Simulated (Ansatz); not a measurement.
**GeH4 (SMILES [H][Ge]([H])([H])[H]): methods side by side**

GeH4 has 5 atoms, charge 0, and is taken as a singlet. SMILES: `[H][Ge]([H])([H])[H]`. Geometry: a GFN2-xTB relaxation, a rough one for these elements and not checked as a minimum.

```xyz
5

Ge    0.0001    0.0004   -0.0002
H     0.0115   -0.0181    1.4819
H     1.3949    0.0100   -0.5035
H    -0.7076    1.2140   -0.4736
H    -0.6989   -1.2063   -0.5046
```

Each level gives the energy change with the Ge1–H4 bond stretched from 1.482 to 2.965 Å (eV). The values are calculated.

```json
{"level": "HF/STO-3G (restricted)", "kind": "Hartree–Fock", "program": "Ansatz", "value (eV)": "7.68", "less FCI/STO-3G": "+3.06"}
{"level": "SVWN5/STO-3G (restricted)", "kind": "LDA", "program": "Ansatz", "value (eV)": "5.95", "less FCI/STO-3G": "+1.33"}
{"level": "revPBE/STO-3G (restricted)", "kind": "GGA", "program": "Ansatz", "value (eV)": "5.61", "less FCI/STO-3G": "+0.99"}
{"level": "r2SCAN/STO-3G (restricted)", "kind": "meta-GGA", "program": "Ansatz", "value (eV)": "6.04", "less FCI/STO-3G": "+1.42"}
{"level": "HSE06/STO-3G (restricted)", "kind": "range-separated hybrid", "program": "Ansatz", "value (eV)": "6.27", "less FCI/STO-3G": "+1.65"}
{"level": "B2PLYP/STO-3G (restricted)", "kind": "double hybrid", "program": "Ansatz", "value (eV)": "6.09", "less FCI/STO-3G": "+1.47"}
{"level": "CCSD(T)/STO-3G (restricted)", "kind": "coupled cluster or CI", "program": "Ansatz", "value (eV)": "4.62", "less FCI/STO-3G": "0.00"}
{"level": "CCSDT/STO-3G (restricted)", "kind": "coupled cluster or CI", "program": "Ansatz", "value (eV)": "4.62", "less FCI/STO-3G": "0.00"}
{"level": "FCI/STO-3G", "kind": "exact in the basis", "program": "Ansatz", "value (eV)": "4.62", "less FCI/STO-3G": "0.00"}
```

FCI/STO-3G is exact within its basis and frozen core, so for wave-function methods in that basis the difference is their error; functionals converge differently with the basis, so for them it is only a difference. Spin-restricted single references rise too steeply as a bond breaks, Hartree–Fock most of all. Perturbation and coupled-cluster corrections on them can overshoot downwards. All-electron rows without a relativistic Hamiltonian named are non-relativistic. The first shape isn't each level's own minimum. The values span 4.62 to 7.68 eV. All rows use very small basis sets, so even the best lies far from the true value. In the correlated wave-function rows the outer d shell of Ge is correlated, in sets not made for it.

Stretching one Ge–H bond to twice its length costs 4.62 eV at the FCI level, and both coupled-cluster methods reproduce this, while Hartree–Fock lies 3.06 eV higher. As the σ and σ* orbitals approach each other in energy, a single closed-shell determinant keeps too much ionic character where the electrons should separate onto Ge and H. The missing ingredient is mainly the σ² to σ*² double excitation, which coupled cluster treats explicitly, so breaking a single bond is a comparatively mild test for it.

Semilocal exchange partly mimics this left-right correlation, which probably explains why revPBE comes closest among the functionals and HSE06, with some exact exchange, lies higher. B2PLYP falls below HSE06 despite its larger exact-exchange share, presumably because its perturbative correlation offsets part of the rise.

Even the FCI value exceeds the known Ge–H bond energy of germane, probably because the molecule-adapted minimal-basis hydrogen function describes the departing atom poorly. The agreement between coupled cluster and FCI at this one stretched geometry doesn't establish that it persists to full dissociation.
